Q: I expected the couplings of this radical to follow the spin. Yet H11 has an isotropic coupling about twice as large as that of any other hydrogen, and it sits on C4, a carbon with hardly any spin. What is going on?

Hyperfine couplings (13C, 14N, 1H, 29Si) and Mulliken spin populations of the radical C=C/[C]=C/N([SiH3])[SiH3], calculated with PySCF 2.14.0 (unrestricted B3LYP/pcH-1, mean-field spin-orbit, gas phase, GFN2-xTB geometry). Atoms are numbered in SMILES order, hydrogens last; Si6 and H12 are averages over both silyl groups. The dipolar part is the most positive component.

```
atom  bonded to  spin population (e)  A iso (MHz)  largest dipolar part (MHz)  spin on the carrier of an H (e)
  C1      C H H                0.689         59.3                       103.2                              n/a
  C2      C C H               -0.255        -50.2                        17.2                              n/a
  C3        C C                0.630         53.7                        94.4                              n/a
  C4      C H N               -0.093        -37.6                         8.0                              n/a
  N5    C Si Si                0.018         23.0                         3.2                              n/a
 Si6    H H H N                0.010          0.1                         1.3                              n/a
  H8          C               -0.031        -42.3                        26.0                            0.689
  H9          C               -0.029        -41.1                        23.9                            0.689
 H10          C                0.010         16.4                         6.4                           -0.255
 H11          C                0.041         89.8                         5.8                           -0.093
 H12         Si                0.000          1.5                         2.1                            0.010
```

A: Start with what the columns measure. The spin population is the surplus of spin-up over spin-down electrons assigned to an atom. "A iso" is the isotropic hyperfine coupling, which shows up as a line splitting in the EPR spectrum of a dissolved radical. For light atoms like these, it reflects almost entirely the spin density exactly at the nucleus. An atom can therefore carry much spin and couple modestly, or carry little and couple strongly, depending on how the spin reaches that one point.

Q: Then where is the unpaired electron? The SMILES string puts it on C3.

A: The string draws only one of two bonding patterns. The calculated spin is shared almost equally between C1 and C3, with a negative value on C2 between them. That is the pattern of an allyl radical, in which the two ends of a three-carbon π system share one unpaired electron. The two patterns are CH₂=CH–C•=CH–N and •CH₂–CH=C=CH–N, and the real electron distribution lies between them.

Q: Could C3 still hold its share in a bent σ orbital, as in a simple vinyl radical?

A: The dipolar column argues against it. This is the part of the coupling that depends on direction, and for an electron in a p orbital it grows in proportion to the spin in that orbital. The column gives its most positive component, which at C1 and C3 is also the largest in size, though not at C2, C4 and Si6. Divided by the spin population, it comes to about 150 MHz at both C1 and C3, which suggests the same kind of orbital at both ends. The isotropic column is the stronger evidence. A bent σ orbital would contain some s character, which puts spin directly on the nucleus. The isotropic coupling of C3 would then be several times larger than that of C1, whereas it is slightly smaller.

Q: Why is the spin on C2 negative? There is only one unpaired electron, and it points up.

A: The orbital of the unpaired electron has a node at C2, so it contributes almost nothing there. The paired π electrons respond to it, however. Electrons of equal spin avoid each other, and this lowers their repulsion. The spin-up partner is therefore drawn towards the ends, where the unpaired electron is, and its spin-down partner is left in excess at the centre. This is called spin polarisation. The sign is well established for allyl radicals, while the size of −0.255 depends on the density functional and on the way the electrons are divided among the atoms.

Q: A p orbital has a node at its own nucleus. How do C1 and C3 get any isotropic coupling at all?

A: By the same kind of polarisation, now acting on the σ bonds. Each σ bond holds a pair of electrons, and s orbitals take part in it, so these electrons do reach the nucleus. π spin on a carbon draws the σ electron of equal spin towards that carbon and leaves the opposite spin at the far end of the bond. The carbon's own 1s electrons are polarised too and cancel part of this effect, but the σ bonds win. A carbon nucleus thus receives spin density of the same sign as its own π spin, and of the opposite sign to the π spin of its neighbours.

Q: Can that be turned into a formula?

A: Yes, if the two effects simply add:

A iso = p × (own spin) + q × (sum of the spins on neighbouring carbons)

Theory asks for a positive p and a negative q. Two carbons are enough to fix both constants. C1 has one carbon neighbour, C2, while C2 has two, whose spins add up to 0.689 + 0.630 = 1.319:

- C1: 59.3 = 0.689 p − 0.255 q
- C2: −50.2 = −0.255 p + 1.319 q

The solution is p = 77.5 MHz and q = −23.1 MHz, with the signs that theory demands. Their sizes belong to this functional and this way of counting spin, so I would not carry them over to another method.

Q: Two equations can nearly always be solved for two unknowns. Where is the test?

A: At C3, which played no part in fixing the constants. Its carbon neighbours are C2 and C4, so the formula gives

A iso = 77.5 × 0.630 − 23.1 × (−0.255 − 0.093) ≈ 57 MHz

The full calculation gives 53.7 MHz, so the estimate is about 6 % too high. The test is a weak one, though. The formula uses the same p for both carbons, although C1 has three σ bonds and C3 only two. Besides, scaling the coupling of C1 by the carbon's own spin alone gives about 54 MHz, which is closer still. C3 therefore fits the formula but doesn't show that the neighbour term is needed.

Q: Does the formula also explain why C2 couples so strongly for its modest spin?

A: It offers a reason, though not a proof, because C2 itself helped to fix the constants. At C1 the coupling comes mostly from the carbon's own spin. At C2 the own spin is negative and pushes the coupling down, and two neighbours with large positive spins push it down further. Both terms have the same sign, and in this model the neighbours contribute somewhat more than C2 itself. Per unit of own spin, C2 therefore couples more than twice as strongly as C1.

Q: And C4? Its ratio is more extreme still.

A: C4 has little spin of its own but sits next to C3, which has a lot. The formula gives the right sign, but only about −22 MHz against −37.6 MHz in the table. A shortfall is understandable, because C4 lies outside the allyl π system. Its own p orbital belongs to the double bond with C3, and that bond is turned by a right angle. The spin on C3 can polarise that π bond as well as the σ bonds around C4, and the table doesn't separate the two. Constants taken from the allyl carbons need not apply there.

Q: Let's turn to the hydrogens. H8, H9 and H10 seem well behaved.

A: They are, and for the reason we have just discussed. Each lies at the far end of a σ bond from an allyl carbon, so it receives spin opposite to that carbon's. The coupling is then proportional to the spin on the carrier, which is McConnell's relation. A least-squares line through the origin for these three hydrogens has a slope of about −61 MHz per unit of carrier spin. It also explains the positive coupling of H10, whose carrier has negative spin. H8 and H9 share a carrier, though, so the line rests on only two different carbons.

Q: What does the same line say for H11?

A: About 6 MHz, where the calculation gives 89.8 MHz. H11 was not used for the line, and no reasonable change of slope would close a gap of that size. The spin on C4 is simply not the main source. We have to look one carbon further, at C3.

Q: But H11 isn't bonded to C3. How does the spin get across?

A: Through the shape of the molecule around the C3=C4 double bond. C3 has two p orbitals at right angles to each other. One forms the π bond with C4, and the other belongs to the allyl system and carries the spin. The atoms attached to C4 lie in the plane perpendicular to the p orbitals of that π bond, and the spin-carrying orbital on C3 points along this very plane. It can therefore overlap directly with the C4–H bond, and part of the unpaired electron spreads onto the hydrogen. This is hyperconjugation.

Q: Is there a sign of it in the table, or is it only an argument from geometry?

A: The spin on the hydrogens fits it well. H11 has the largest spin population of any hydrogen here, +0.041, and it is positive like that of C3. H8 and H9 are negative although their carrier is positive, as polarisation requires. The coupling of H11 is also almost the same in all directions, with a dipolar part of only 5.8 MHz. That is what spin in a spherical 1s orbital gives when the neighbouring carbon carries little. The route through the C4–H bond is still an inference, but a standard one.

Q: Can the size be estimated as well?

A: Roughly. For a hydrogen one carbon away from the spin centre, the usual rule is

A iso ≈ B × (spin on the centre) × cos²θ

Here θ is the angle between the spin-carrying p orbital and the C–H bond, seen along the carbon–carbon axis. B is roughly 160 MHz, a rounded figure recalled for alkyl radicals. The bonding argument puts θ near zero, so cos²θ is near 1 and the estimate becomes 160 × 0.630 ≈ 101 MHz. That is about 12 % above the calculated value. Since B comes from other radicals and θ from the bonding pattern, the agreement supports the rough size of the effect and no finer detail.

Q: Nitrogen is attached to C4 too. Does it gain its coupling in the same way?

A: Probably. The C4–N bond lies in the same plane as the C4–H bond, so the orbital on C3 can overlap with it as well. The other possibility is spin in the nitrogen lone pair, but much spin in a p-type lone pair would bring a large dipolar part, and N5 has only 3.2 MHz beside an isotropic coupling of 23.0 MHz. Don't compare that number directly with H11, because the two nuclei have different magnetic moments. The same spin density at the nucleus gives different couplings in MHz.

Q: The silyl groups come last. Si6 has practically no coupling. Is it just too far away?

A: Distance is a likely reason why both silicon couplings are small, since each silicon is three bonds away from C3. The 0.1 MHz in the table also hides a cancellation, though. The two atoms have −0.76 and +0.99 MHz, and the row shows their average. H12 averages six hydrogens that differ as well, with a mean of about 2.9 MHz on one silyl group and 0.1 MHz on the other. These values belong to one frozen shape of the molecule. In solution each silyl group can turn about its own Si–N bond, which averages its three hydrogens but doesn't make the two groups alike. For that, the whole amino group would have to turn about the C4–N bond, and how fast it does so was not calculated.

Q: How would the plain allyl radical compare, without the extra double bond and the amino group?

A: All its hydrogens sit directly on the three allyl carbons, so they would behave like H8, H9 and H10 here. The spin on the carrier should be a good guide to all of them. The carbons would show the same alternation, with a negative coupling in the middle. What the present radical adds is a C–H bond next door that lies in the plane of the spin-carrying orbital.

Q: So what should I do when I meet a new radical of this kind?

A: First find the atoms that carry the π spin, and don't trust the drawn position of the dot. For a hydrogen on one of those atoms, multiply the spin of its carrier by McConnell's constant. For a hydrogen one atom further out, ask whether its bond lines up with the spin-carrying orbital. If it does, use the spin of that neighbouring centre: much positive spin there gives a large positive coupling, however little spin the hydrogen's own carrier has.
